Boron, in row 2, has a charge of −0.081 e, and that looks wrong. It is bonded to phosphorus, carbon and two hydrogens, and each of these attracts electrons more strongly than boron does. An atom with such neighbours should be short of electrons, yet this one has a slight surplus. The phosphorus beside it is just as odd: it differs little in electronegativity from any of its neighbours, but its charge of +0.320 e is the largest in the molecule.

The molecule is a chain of three pieces: a PH₃ group, a BH₂ group and a three-membered carbon ring. Rows 6 to 8 are the hydrogens on phosphorus, and rows 9 and 10 those on boron. In the ring, the carbon of row 3 is attached to boron and forms a double bond with the carbon of row 4, which carries the hydrogen of row 11. Row 5 is the carbon of the CH₂ group, with the hydrogens of rows 12 and 13.

Hirshfeld atomic charges, relative to spherical free atoms, in the neutral singlet molecule C3H8BP (SMILES [PH3+][BH2-]C1=CC1), calculated with PySCF 2.14.0 at the r2SCAN/cc-pVDZ level. The calculation is a gas-phase single point on one conformer at its GFN2-xTB geometry.

| row | hirshfeld charge (e) | computed element |
| --- | --- | --- |
| 1 | 0.320 | P |
| 2 | -0.081 | B |
| 3 | -0.059 | C |
| 4 | -0.071 | C |
| 5 | -0.103 | C |
| 6 | 0.013 | H |
| 7 | 0.021 | H |
| 8 | 0.021 | H |
| 9 | -0.075 | H |
| 10 | -0.070 | H |
| 11 | 0.056 | H |
| 12 | 0.017 | H |
| 13 | 0.011 | H |

The column "hirshfeld charge" comes from dividing the computed electron density among the atoms. At every point in space each atom receives a share in proportion to the density that it would have there as a free atom. A positive charge means that the atom ends up with fewer electrons than when free. Charges defined in this way are characteristically small and other definitions give other sizes, so signs and contrasts within the table matter more than absolute values.

The pattern that boron and phosphorus break rests on the ordinary covalent bond. Each partner brings one electron, and the shared pair then leans towards the more electronegative atom. An atom with several neighbours gains or loses a little through each bond, and its charge is roughly the sum. The ring behaves like this: its carbons are negative and its hydrogens positive, and the CH₂ carbon, which draws on two hydrogens, is more negative than the alkene carbon of row 4, which draws on one.

This picture becomes a formula in two steps. First, let each bond move an amount of charge proportional to the difference in electronegativity between its ends. Then add up the bonds of each atom:

q = k · S

Here q is the charge of the atom, and S is the sum, over its bonds, of the neighbour's electronegativity minus its own. Whatever one atom loses its neighbour gains, so the charges of the whole molecule add up to zero. Rough recalled electronegativities are good enough for the purpose: 2.0 for boron, 2.2 for phosphorus and hydrogen, and 2.6 for carbon.

The constant k should come from atoms that the phosphorus–boron bond disturbs least. Five ring atoms have no bond to phosphorus or boron: rows 4, 5, 11, 12 and 13. A least-squares line through zero for these five gives k = 0.113 e per unit of electronegativity, with a largest miss of 0.034 e. That miss is the yardstick for deciding whether an atom elsewhere really breaks the rule.

Boron, which took no part in the fit, serves as the worked case. Phosphorus and the two hydrogens each contribute 0.2 to S and carbon contributes 0.6, which makes 1.2 in all. Multiplied by k, this predicts a charge of +0.135 e. The computed charge lies 0.22 e below the prediction, about six times the largest miss in the ring.

Phosphorus misses by even more, in the opposite direction. Its three hydrogens contribute nothing to S and boron contributes −0.2, so the rule predicts a nearly neutral atom with a charge of −0.02 e. The computed charge is 0.34 e higher. Neither break depends on the exact electronegativity of carbon: with 2.5 in its place, and k fitted again, the misses are 0.35 e at phosphorus and 0.25 e at boron.

Two large breaks of opposite sign on bonded neighbours point to the bond between them. Phosphine has a lone pair, and a boron atom with only three bonds has an empty orbital. When the two join, phosphorus supplies both electrons of the new bond. The rule assumes that each partner brought one, so it overlooks the charge that phosphorus gives up simply by sharing its pair. This is the standard description of a donor–acceptor, or dative, bond, and it accounts for the sign of both breaks.

The table supports this reading without any help from the fitted constant. The PH₃ group is attached to the rest of the molecule by a single bond, and as a separate molecule it would be neutral. Here its four charges add up to +0.375 e. Within this way of dividing the density, that much negative charge has passed from the PH₃ side to the boron side. Electronegativity alone would have sent a little charge the other way, since boron is the weaker attractor.

The same bookkeeping shows where the charge goes. The six ring atoms together carry −0.149 e, and they too are attached through a single bond, the one to boron. The BH₂ group therefore receives 0.375 e from one side, passes on 0.149 e to the other and keeps the difference, 0.226 e. The ring's part is not all due to phosphorus, since the rule by itself already gives the ring −0.07 e. Even so, boron itself holds only a small part of the negative charge on its side of the bond.

The hydrogens on boron hold about half of the rest. The rule makes them slightly negative, at −0.02 e, but they are computed at −0.075 and −0.070 e. Their excess of about 0.05 e each is larger than any miss among the five fitted atoms. Some of it may be charge donated by phosphorus that has spread over the whole BH₂ group. Some may belong to any boron–hydrogen bond, if such bonds are more polar than a constant taken from carbon–hydrogen bonds suggests. These charges alone do not separate the two.

The electrostatic potential around the molecule gives a view that does not depend on how the density is divided among atoms. On a surface of constant low density, the potential is most positive beside the hydrogens on phosphorus, where it reaches 1.27 V. Its deepest minimum, −1.09 V, lies in the gap between a hydrogen on boron and the ring. The PH₃ group is thus the positive end of the molecule. The negative regions lie beside BH₂ and parts of the ring, but the ring is not negative all round: beside the alkene hydrogen the potential rises to 0.63 V. The hydrogens on phosphorus themselves have charges of only about +0.02 e. Judged by the charges in the table, they owe their positive surroundings mainly to the phosphorus behind them.

Structural formulas often draw this bond with a full positive charge on phosphorus and a full negative charge on boron. That notation follows from splitting the shared pair equally, one electron to each atom. Taken literally, two such charges at the computed positions would give a dipole moment of 9.2 debye, whereas the calculated density has 4.2 debye. The charges of the table, treated as points, give 4.4 debye. Point charges leave out the distortion of the density within each atom, so the close agreement does not prove every single value, but it does suggest that the table has the overall scale of charge separation about right.

The rule can be repaired by adding what it left out: one fixed transfer from phosphorus to boron, on top of the electronegativity term. A least-squares fit of both constants to all thirteen atoms gives a transfer of 0.30 e and a typical miss of 0.033 e. When each atom in turn is left out and then predicted, the typical miss rises to 0.055 e. The fit also raises k to 0.148 e, because the two constants partly compensate for each other. The transfer is therefore a useful correction within this rule and not a measured property of the bond.

With the donor–acceptor bond accounted for, the worst remaining miss is at row 13, a hydrogen of the CH₂ group, though phosphorus, boron and the hydrogen of row 9 miss by nearly as much. The miss at row 13 points to a smaller break that was already present among the ring atoms. The rule treats all hydrogens on carbon alike, since it knows only which element sits next door. Yet the hydrogen on the alkene carbon has a charge of +0.056 e, which is 0.042 e above the average of the two on the CH₂ carbon. The gap is well beyond the 0.01 e or so below which differences in this table should not be interpreted.

The likely cause is that carbon does not attract electrons equally strongly in all its bonds. The narrow angles of a three-membered ring are made mostly with p orbitals, which leaves more s character for the bonds that point outwards. The CH₂ carbon divides this s character between two hydrogens, while the alkene carbon has only one to give it to. In carbon's outer shell an s electron is held more tightly than a p electron, so the alkene carbon draws more charge from its hydrogen. The bond lengths agree with this argument: 1.064 Å at the alkene carbon against about 1.087 Å in the CH₂ group, both from the tight-binding geometry.

The two breaks share a logic that helps in guessing the charges of a related molecule. Electronegativity says which way a shared pair leans, but it does not say who supplied the pair, nor which orbital the atom uses to hold it. The first question matters most where a lone pair meets an empty orbital: there the donor group as a whole can be positive even when the electronegativities of the two bonded atoms suggest the opposite, provided that the acceptor does not give much charge back through other orbitals. The second matters among atoms of the same element, where a carbon with more s character in its bond leaves its hydrogen more positive.
